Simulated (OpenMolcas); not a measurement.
A ladder of methods for SiH4 (silane)

The species is SiH4 (5 atoms), meant as a singlet with charge 0. As SMILES, `[SiH4]`. The shape is that of a PBE0-D4/def2-TZVP optimisation.

```xyz
5

Si    0.0000    0.0000   -0.0001
H     0.9676   -0.6884    0.8909
H    -1.3310    0.0449    0.6560
H    -0.1051   -0.7403   -1.2826
H     0.4685    1.3838   -0.2642
```

Each level gives the energy change with the Si1–H3 bond stretched from 1.485 to 2.227 Å (eV). The values are calculated.

| level | kind | program | value (eV) | less FCI/STO-3G |
| --- | --- | --- | --- | --- |
| HF/STO-3G (restricted) | Hartree–Fock | OpenMolcas | 4.18 | +1.16 |
| SVWN5/STO-3G (restricted) | LDA | OpenMolcas | 3.16 | +0.14 |
| PBE/STO-3G (restricted) | GGA | OpenMolcas | 3.05 | +0.03 |
| PBE0/STO-3G (restricted) | global hybrid | OpenMolcas | 3.39 | +0.37 |
| B2PLYP/STO-3G (restricted) | double hybrid | OpenMolcas | 3.42 | +0.40 |
| MP2/STO-3G (restricted) | perturbation theory | OpenMolcas | 3.58 | +0.56 |
| CASPT2(2,2)/STO-3G | multireference | OpenMolcas | 3.03 | +0.01 |
| CISD/STO-3G (restricted) | coupled cluster or CI | OpenMolcas | 3.17 | +0.15 |
| FCI/STO-3G | exact in the basis | OpenMolcas | 3.02 | 0.00 |

FCI/STO-3G is exact within its basis and frozen core, so for wave-function methods in that basis the difference is their error; functionals converge differently with the basis, so for them it is only a difference. Spin-restricted single references rise too steeply as a bond breaks, Hartree–Fock most of all. The first shape isn't each level's own minimum. The values span 3.02 to 4.18 eV. All rows use very small basis sets, so even the best lies far from the true value.

Stretching one Si–H bond costs 3.02 eV in the exact treatment, and most of the spread among the wave-function methods reflects how they handle the σ electron pair. As the bond lengthens, the σ and σ* orbitals approach each other in energy, and the doubly excited σ*² configuration gains weight. A single closed-shell determinant can't include it and so retains too much ionic character, which leaves Hartree–Fock 1.16 eV too high. MP2 removes only about half of that error, whereas CISD, which determines the weight of the double excitation variationally, comes within 0.15 eV. CASPT2 starts from both configurations and all but matches the exact value, so two active electrons in two orbitals suffice at this geometry.

Among the functionals, PBE0 and B2PLYP lie above SVWN5 and PBE, probably because semilocal exchange mimics some of the left–right correlation that exact exchange lacks. A single stretched geometry doesn't show whether this ordering persists towards the separated SiH3 and H radicals.
